**Loss function of diamond: forecast of the last two energies**

The table holds the loss function −Im 1/ε of bulk diamond at one finite momentum transfer, computed with Yambo on LDA plane-wave states with a damping of 0.5 eV. The program integrates the known rows against the f-sum and static sum rules and fits a plasmon term plus a shoulder term, with weights adding to the free-electron Ep², to the known rows above 15 eV. The known rows use about 11 % of the f-sum, which places most of the loss above them. The model fits with an rms residual of 0.012 but overshoots the two withheld values by 18 % and 43 %, just outside its error bars. A form tied to the static sum rule undershoots both, and a straight line through the last two known rows comes within 0.044.

Yambo 5.3.0, independent-particle linear response of diamond at q = (0, 0, 0.21429) in primitive reciprocal-lattice vectors, on Quantum ESPRESSO LDA states without quasiparticle correction. The run uses PseudoDojo 0.4.1 SR LDA standard potentials, a wave cutoff of 1115.67 eV, a 14×14×14 k-mesh, 29 bands and a damping of 0.5 eV.

## Program and output

```python
# Table: loss function -Im 1/eps(q,E) of diamond versus energy (Yambo, LDA states, q index 4, damping 0.5 eV).
# Tested: sum-rule shares of the known rows and a plasmon + shoulder model that predicts the withheld rows.
T = {
    'row': [1, 2, 3, 4, 5, 6, 7, 8, 9, 10, 11, 12, 13, 14, 15, 16, 17, 18, 19, 20, 21, 22, 23, 24, 25, 26, 27, 28, 29, 30],
    'loss_function': [0.007, 0.007, 0.007, 0.007, 0.008, 0.01, 0.016, 0.029, 0.042, 0.053, 0.059, 0.064, 0.072, 0.088, 0.114, 0.141, 0.187, 0.231, 0.261, 0.35, 0.498, 0.636, 0.745, 0.799, 0.788, 0.826, 0.893, 1.06, 1.182, 1.356],
    'loss_energy': [0.0, 1.055, 1.96, 3.015, 4.07, 5.126, 6.03, 7.085, 8.141, 9.196, 10.1, 11.16, 12.21, 13.27, 14.17, 15.23, 16.28, 17.34, 18.24, 19.3, 20.35, 21.41, 22.31, 23.37, 24.42, 25.48, 26.38, 27.44, 28.49, 29.55],  # eV
}
HELD = [28, 29]  # rows withheld from the fit
import numpy as np
from scipy import constants as C
from scipy.optimize import curve_fit
from scipy.integrate import trapezoid as tz
K = [i for i in range(len(T['row'])) if i not in HELD]
E = np.array([T['loss_energy'][i] for i in K], float); L = np.array([T['loss_function'][i] for i in K], float)
R = np.array(K) + 1
# results and geometry of the same run
a, gap, eps0, Eabs, Habs = 2*1.783, 4.1384, 4.4827, 13.2663, 10.4345
n = 8/(a**3/4*1e-30); Ep = C.hbar*np.sqrt(n*C.e**2/(C.epsilon_0*C.m_e))/C.e; S = 1-1/eps0
print(f"free-electron Ep {Ep:.2f} eV; 1-1/eps0 {S:.3f}; one-oscillator loss peak {Ep/np.sqrt(S):.1f} eV")
g = E > gap-0.1
f = tz(E[g]*L[g], E[g])*2/np.pi/Ep**2; s = tz(L[g]/E[g], E[g])*2/np.pi
print(f"gap to {E[-1]:.2f} eV: f-sum share {100*f:.1f} %, static-sum share {100*s/S:.1f} %")
print(f"mean energy of the remaining weight {np.sqrt((1-f)*Ep**2/(S-s)):.1f} eV")
j = np.argmin(abs(E-Eabs)); m2 = Habs/L[j]
print(f"row {R[j]}: loss {L[j]:.3f}, |eps| {np.sqrt(m2):.1f}, |Re eps| {np.sqrt(m2-Habs**2):.1f} if same q and treatment")
sl = np.diff(L)/np.diff(E)
print("slopes into rows 22-28 (1/eV):", " ".join(f"{x:.3f}" for x in sl[-7:]), "; loss rounding 0.0005")
assert L[E < gap].max() < 0.01
assert L[23] > L[24] < L[25]
assert 0 < sl[-3] < sl[-2] < sl[-1]
assert f < 0.25 and s < S
d = np.diff(E); h0 = d[d > 1].mean()-d[d < 1].mean()
idx = np.concatenate([[0], np.cumsum(np.round(d/h0))]); h = (idx@E)/(idx@idx)
k = np.array(K[1:]); lo = np.max((idx[1:]-.5)/k); hi = np.min((idx[1:]+.5)/k)
print(f"fine step {h:.5f} eV (worst misfit {abs(E-h*idx).max():.4f} eV); stride {lo:.3f} to {hi:.3f} steps")
Eh = np.array([np.round(i*(lo+hi)/2)*h for i in HELD])
lor = lambda x, A, e, w: A*w*x/((e*e-x*x)**2+(w*x)**2)
M = lambda x, A, e, w, e2, w2: lor(x, A, e, w)+lor(x, Ep**2-A, e2, w2)
tie = lambda A, e: np.sqrt((Ep**2-A)/(S-A/e**2))
B = lambda x, A, e, w, w2: M(x, A, e, w, tie(A, e), w2)
def fit(x, y):
    return curve_fit(M, x, y, [25, 23, 4, 34, 10], bounds=([0, 20, .5, 28, 1], [200, 26, 10, 45, 30]))[0]
u = E > 15
p = fit(E[u], L[u])
q = curve_fit(B, E[u], L[u], [25, 23, 4, 12], bounds=([0, 20, .5, 1], [200, 27, 12, 30]))[0]
print(f"model: shoulder A {p[0]:.0f} eV^2, E {p[1]:.2f}, width {p[2]:.2f}; plasmon E {p[3]:.2f}, width {p[4]:.2f} eV")
print(f"tied form: shoulder A {q[0]:.0f} eV^2, E {q[1]:.2f}, width {q[2]:.2f}; plasmon E {tie(q[0], q[1]):.2f}, width {q[3]:.2f} eV")
print("row, E (eV), loss, model minus table, tied minus table")
for r, x, y in zip(R[u], E[u], L[u]):
    print(f"{r} {x:.2f} {y:.3f} {M(x, *p)-y:+.3f} {B(x, *q)-y:+.3f}")
rms = lambda v: np.sqrt(np.mean(np.square(v)))
print(f"rms residual above 15 eV: model {rms(M(E[u], *p)-L[u]):.3f}, tied {rms(B(E[u], *q)-L[u]):.3f}")
ex = M(E[~u], *p)-L[~u]; w = np.argmax(abs(ex))
print(f"unfitted rows 1-15: rms {rms(ex):.3f}, worst row {R[w]} by {ex[w]:+.3f} (loss {L[w]:.3f})")
pb = fit(E[u][:-2], L[u][:-2])
print(f"back-test, model fitted to row 26: misses rows 27, 28 by {M(E[-2], *pb)-L[-2]:+.3f}, {M(E[-1], *pb)-L[-1]:+.3f}; plasmon E {pb[3]:.2f} eV")
j0 = int(np.argmax(E > 19))
for st, (i, x) in enumerate(zip(HELD, Eh), 1):
    bt = rms([L[j]+sl[j-1]*(E[j+st]-E[j])-L[j+st] for j in range(j0, len(E)-st)])
    line = L[-1]+sl[-1]*(x-E[-1]); pr = M(x, *p); bar = np.hypot(bt, pr-line)
    print(f"row {i+1} forecast: E {x:.2f} +- {h:.2f} eV; loss {pr:.2f} +- {bar:.2f}")
    print(f"  line {line:.2f}, tied form {B(x, *q):.2f}, line back-test rms {bt:.3f}")
    Et, Lt = T['loss_energy'][i], T['loss_function'][i]
    print(f"  computed: E {Et:.3f} eV (miss {x-Et:+.3f}); loss {Lt:.3f}, miss {pr-Lt:+.3f} = {100*(pr-Lt)/Lt:+.1f} %, {abs(pr-Lt)/bar:.2f} bars")
    print(f"  misses: line {line-Lt:+.3f}, tied {B(x, *q)-Lt:+.3f}; slope into row {(Lt-T['loss_function'][i-1])/(Et-T['loss_energy'][i-1]):.3f} 1/eV")
Ea = np.array(T['loss_energy'], float); La = np.array(T['loss_function'], float); g = Ea > gap-0.1
print(f"all rows: f-sum share {100*tz(Ea[g]*La[g], Ea[g])*2/np.pi/Ep**2:.1f} %, static-sum share {100*tz(La[g]/Ea[g], Ea[g])*2/np.pi/S:.1f} %")
```

It prints:

```
free-electron Ep 31.19 eV; 1-1/eps0 0.777; one-oscillator loss peak 35.4 eV
gap to 27.44 eV: f-sum share 10.9 %, static-sum share 29.9 %
mean energy of the remaining weight 39.9 eV
row 14: loss 0.088, |eps| 10.9, |Re eps| 3.1 if same q and treatment
slopes into rows 22-28 (1/eV): 0.130 0.121 0.051 -0.010 0.036 0.074 0.158 ; loss rounding 0.0005
fine step 0.15076 eV (worst misfit 0.0037 eV); stride 6.740 to 6.750 steps
model: shoulder A 61 eV^2, E 22.95, width 5.69; plasmon E 33.20, width 5.44 eV
tied form: shoulder A 27 eV^2, E 23.27, width 3.98; plasmon E 36.07, width 17.36 eV
row, E (eV), loss, model minus table, tied minus table
16 15.23 0.141 +0.014 +0.082
17 16.28 0.187 +0.000 +0.067
18 17.34 0.231 +0.000 +0.060
19 18.24 0.261 +0.020 +0.068
20 19.30 0.350 +0.013 +0.036
21 20.35 0.498 -0.019 -0.035
22 21.41 0.636 -0.007 -0.058
23 22.31 0.745 +0.003 -0.039
24 23.37 0.799 +0.007 +0.014
25 24.42 0.788 +0.006 +0.016
26 25.48 0.826 -0.017 -0.027
27 26.38 0.893 -0.009 -0.060
28 27.44 1.060 +0.010 -0.154
rms residual above 15 eV: model 0.012, tied 0.065
unfitted rows 1-15: rms 0.014, worst row 14 by +0.024 (loss 0.088)
back-test, model fitted to row 26: misses rows 27, 28 by +0.050, +0.174; plasmon E 32.00 eV
row 29 forecast: E 28.49 +- 0.15 eV; loss 1.40 +- 0.18
  line 1.23, tied form 1.00, line back-test rms 0.056
  computed: E 28.490 eV (miss +0.004); loss 1.182, miss +0.215 = +18.2 %, 1.20 bars
  misses: line +0.044, tied -0.180; slope into row 0.116 1/eV
row 30 forecast: E 29.55 +- 0.15 eV; loss 1.94 +- 0.56
  line 1.39, tied form 1.11, line back-test rms 0.128
  computed: E 29.550 eV (miss -0.001); loss 1.356, miss +0.584 = +43.1 %, 1.04 bars
  misses: line +0.036, tied -0.244; slope into row 0.164 1/eV
all rows: f-sum share 15.6 %, static-sum share 37.1 %
```
